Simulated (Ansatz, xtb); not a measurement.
# Redistribution: C3H5F3 + C2HClF2 → C3H6F2 + C2ClF3

Species: C3H5F3 `CC(F)C(F)F`, singlet; C2HClF2 `FC(F)=CCl`, singlet; C3H6F2 `CC(F)CF`, singlet; C2ClF3 `FC(F)=C(F)Cl`, singlet. The partners trade F for H; both sit on C, so the bond types are kept.

Shapes, held fixed at every level: PBE0-D4/def2-TZVP. Flexible molecules stand in one conformer, not always the lowest. Programs: Ansatz 0.2.0, xtb 6.7.1, xtb 6.7.1 later snapshot. The zero-point and thermal change to 298 K, harmonic and unscaled (PBE0-D4/def2-TZVP), is -0.6 kJ/mol.

```json
{"level": "GFN2-xTB", "kind": "semi-empirical", "ΔH(298 K) (kJ/mol)": "+39.2", "less CCSD(T)/CBS estimate": "-27.4"}
{"level": "SPW92/def2-TZVPP", "kind": "LDA", "ΔH(298 K) (kJ/mol)": "+57.4", "less CCSD(T)/CBS estimate": "-9.2"}
{"level": "r2SCAN-D4/def2-TZVPP", "kind": "meta-GGA", "ΔH(298 K) (kJ/mol)": "+63.4", "less CCSD(T)/CBS estimate": "-3.2"}
{"level": "PBE0-D4/def2-TZVPP", "kind": "global hybrid", "ΔH(298 K) (kJ/mol)": "+61.5", "less CCSD(T)/CBS estimate": "-5.1"}
{"level": "r2SCAN0-D4/def2-TZVPP", "kind": "global hybrid", "ΔH(298 K) (kJ/mol)": "+66.9", "less CCSD(T)/CBS estimate": "+0.3"}
{"level": "B2PLYP/def2-TZVPP", "kind": "double hybrid", "ΔH(298 K) (kJ/mol)": "+65.0", "less CCSD(T)/CBS estimate": "-1.6"}
{"level": "MP2/def2-SVP", "kind": "perturbation theory", "ΔH(298 K) (kJ/mol)": "+76.3", "less CCSD(T)/CBS estimate": "+9.7"}
{"level": "MP2/def2-TZVPP", "kind": "perturbation theory", "ΔH(298 K) (kJ/mol)": "+69.7", "less CCSD(T)/CBS estimate": "+3.1"}
{"level": "CCSD(T)/CBS estimate", "kind": "coupled cluster or CI", "ΔH(298 K) (kJ/mol)": "+66.6", "less CCSD(T)/CBS estimate": "0.0"}
```

The highest level, CCSD(T)/CBS estimate, gives ΔH(298 K) = +66.6 kJ/mol; the levels span +39.2 to +76.3. The column of differences is taken from that level and isn't an error. No measured value is set beside it here. The CBS estimate extrapolates MP2 from def2-TZVPP and def2-QZVPP and adds CCSD(T) − MP2 in the triple-zeta set, cores frozen.

Moving fluorine from the saturated CHF2 group to the chlorinated end of the difluoroalkene is clearly uphill: every level makes the exchange endothermic, with +66.6 kJ/mol at the highest. Bond types are conserved, so the cost reflects the surroundings of the C–F bonds. The reactant CHF2 group benefits from geminal, anomeric donation of fluorine lone pairs into the neighbouring C–F σ* orbital, which is lost on going to CH2F. The new F–C–Cl pairing probably compensates only partly, while a third fluorine on the double bond adds lone-pair/π repulsion and favours rehybridisation away from planar carbon.

The sign is robust, but the magnitude is sensitive to the electronic description. GFN2-xTB recovers the direction yet greatly understates the penalty, probably because its minimal valence basis describes these fluorine interactions too crudely. Enlarging the MP2 basis from def2-SVP to def2-TZVPP lowers the enthalpy from +76.3 to +69.7 kJ/mol, so the small-basis result exaggerates the preference for the reactants. The total enthalpy alone cannot apportion the penalty between lost geminal stabilisation and alkene destabilisation.
